# Mulliken and Löwdin weights as data: recovering a π-band model of gapped graphene

## Partitioning a Bloch state

Basis: Bloch sums of normalised atomic orbitals $a$. $H(\mathbf k)c=E\,S(\mathbf k)c$, $S$ positive definite, $c^\dagger Sc=1$.

$$q^M_a=\mathrm{Re}[c_a^*(Sc)_a],\qquad q^L_a=|(S^{1/2}c)_a|^2 .$$

- Both sum to $c^\dagger Sc=1$.
- The $q^L_a$ are non-negative, hence in $[0,1]$. The $q^M_a$ have no such guarantee.
- With $S=1+X$, $S^{1/2}=1+X/2-X^2/8+\dots$, so $q^L_a-q^M_a=\tfrac14|(Xc)_a|^2-\tfrac14\mathrm{Re}[c_a^*(X^2c)_a]+O(X^3)$. Agreement to first order.

## Model

One $p_z$ orbital on each sublattice A, B, nearest neighbours only. $H_{AA,BB}=\epsilon_0\pm\Delta$, $H_{AB}=(t+\epsilon_0s)f$, $S_{AB}=sf$, $f=1+e^{i\mathbf k\cdot\mathbf a_1}+e^{i\mathbf k\cdot\mathbf a_2}$. $w=|f|=0,1,3$ at K, M, Γ. Subtracting $\epsilon_0S$ puts the zero at midgap; $t$ is the hopping on that zero. Rephasing B makes $f\to w$ and leaves the weights alone. With Pauli matrices $\tau_i$, $T=tw$, $\sigma=sw$, $D=1-\sigma^2$:

$$H=\Delta\tau_z+T\tau_x,\qquad S=1+\sigma\tau_x .$$

Polarisation $P=q_A-q_B=2q_A-1$. For real $c=(a,b)$, $P^M=a^2-b^2$ and $P^L=c^TS^{1/2}\tau_zS^{1/2}c$. Moving $\tau_z$ through flips $\tau_x$, so $S^{\pm1/2}\tau_zS^{\pm1/2}=D^{\pm1/2}\tau_z$ and

$$P^L=\sqrt{1-\sigma^2}\,P^M ,$$

whatever $H$ is. Further $S^{-1/2}HS^{-1/2}=-T\sigma/D+\tau_xT/D+\tau_z\Delta/\sqrt D$, which gives for the upper and lower state

$$P^M_\pm=\pm\frac{\Delta}{\sqrt{\Delta^2D+T^2}} .$$

Thus $|P^M|>1$, a negative Mulliken weight, exactly when $|\Delta\sigma|>|T|$.

## Data

Made for the exercise from a model of this form, as a minimal-basis calculation with an imposed staggered potential would print them. Energies on the code's zero, rounded to 0.01 eV; weights to $10^{-4}$.

| point | lower (eV) | upper (eV) | $q_A^M$, lower | $q_A^L$, lower |
|---|---|---|---|---|
| K | $-5.70$ | $-3.30$ | | |
| Γ | $-11.14$ | $10.42$ | $0.4345$ | $0.4396$ |

Find $\epsilon_0,\Delta,t,s$.

## Inversion

**K.** $S=1$, $H$ diagonal: $\epsilon_0=-4.50$ eV, $|\Delta|=1.20$ eV. The lower state at Γ has $P<0$, so $\Delta>0$.

**Γ, energies.** From midgap $E_-=-6.64$, $E_+=14.92$, $E_+-E_-=21.56$ eV. The secular equation reads $(T-\sigma E)^2=E^2-\Delta^2$, so $T-\sigma E_\pm$ equals $y_\pm=\sqrt{E_\pm^2-\Delta^2}$ up to sign, with $y_-=6.5307$, $y_+=14.8717$ eV. Four sign choices. Two are removed by $(t,s)\to(-t,-s)$, a sign change of the B orbital, fixed by $s>0$ (parallel $p_z$). Since $y_+>y_-$, $s>0$ forces $T-\sigma E_+=-y_+$.

- Branch 1, $T-\sigma E_-=-y_-$: $\sigma=\dfrac{y_+-y_-}{E_+-E_-}=0.3869$, $T=\sigma E_--y_-=-9.10$ eV. So $s=0.1290$, $t=-3.033$ eV.
- Branch 2, $T-\sigma E_-=+y_-$: $\sigma=\dfrac{y_++y_-}{E_+-E_-}=0.9927$, $T=\sigma E_-+y_-=-0.061$ eV. So $s=0.331$, $t=-0.020$ eV. $S$ is still positive definite ($3s<1$).

**Uniqueness.** All four energies fit both branches. On branch 2, $T-\sigma E$ vanishes between the roots, where $E^2-\Delta^2<(T-\sigma E)^2$, so $|T|<|\Delta|\sigma$: the regime of negative Mulliken weight. It predicts $q_A^M=-3.3$, $q_A^L=0.039$. Excluded. Branch 1 gives 0.4345 and 0.4396; the data come from this model, so this tests the algebra only. On branch 1 a negative weight would need $|\Delta|>|t|/s=23.5$ eV. On the code's zero the hopping is $t+\epsilon_0s=-3.61$ eV: a hopping quoted without its zero is ambiguous when $s\ne0$.

**Γ, weights alone.** $P^M=-0.1310$, $P^L=-0.1208$, $r=P^L/P^M=0.9221$, $\sigma=\sqrt{1-r^2}=0.387$, $s=0.1290$. No energy used.

## Error propagation

Worst case, linearised: $\pm0.005$ eV per energy, $\pm5\times10^{-5}$ per weight, so $\delta P=10^{-4}$.

*Energies.* $\epsilon_0,\Delta$: $\pm0.005$ eV. Derivatives of $\sigma$ in eV$^{-1}$: $0.0286$ (Γ upper), $0.0651$ (Γ lower), $-0.0445$ (K upper), $-0.0492$ (K lower). Moduli sum to 0.187, so $\delta s=0.187\times0.005/3=0.0003$. The same sum for $T$ is 1.94, so $\delta t=0.003$ eV.

*Weights.* $\sigma\,\delta\sigma=r^2\,\delta r/r$, so

$$\delta s=\frac{1-\sigma^2}{w^2s}\left(\frac{\delta P}{|P^M|}+\frac{\delta P}{|P^L|}\right).$$

At Γ the bracket is $1.6\times10^{-3}$ and $\delta s=0.0012$. At M, $|P^M|=0.37$ is larger, yet $\delta s=0.004$. The signal $1-r\approx\sigma^2/2$ is second order, the price of first-order agreement. At K it vanishes.

*Model truncation.* A second-neighbour hopping $t_2$ adds $t_2(w^2-3)$ to both diagonal elements, a shift $u=9t_2$ of Γ relative to K. For $\Delta\to0$, $E_\pm=(u\mp T)/(1\mp\sigma)$ and branch 1 returns $\sigma_{\rm app}=(u-T\sigma)/(u\sigma-T)$, a bias $\delta\sigma\approx uD/|T|$. A typical order $|t_2|\approx0.1$ eV gives $|u|=0.9$ eV and $\delta s\approx0.03$, far above the rounding bound. The weight ratio does not see $t_2$. It does see second-neighbour overlap: it then returns $|S_{AB}|/S_{AA}$ (for $S_{AA}=S_{BB}$). On real output, a mismatch between the two routes flags the missing terms.

## Result

The model's parameters: $\epsilon_0=-4.500(5)$ eV, $\Delta=+1.200(5)$ eV, $t=-3.033(3)$ eV, $s=0.1290(3)$, brackets being rounding bounds within the nearest-neighbour form.

The gap $2\Delta=2.40$ eV is imposed. Substrate-induced gaps in graphene channels, as on aligned h-BN, are typically tens of meV, so the model lies one to two orders of magnitude above them. With $\Delta=0.02$ eV as an illustrative input, $|P^M|=0.0022$ at Γ and $|P^M-P^L|=1.7\times10^{-4}$, below the combined rounding bound $2\delta P$. Four-decimal weights would still pick the branch and the sign of $\Delta$, but would no longer determine $s$.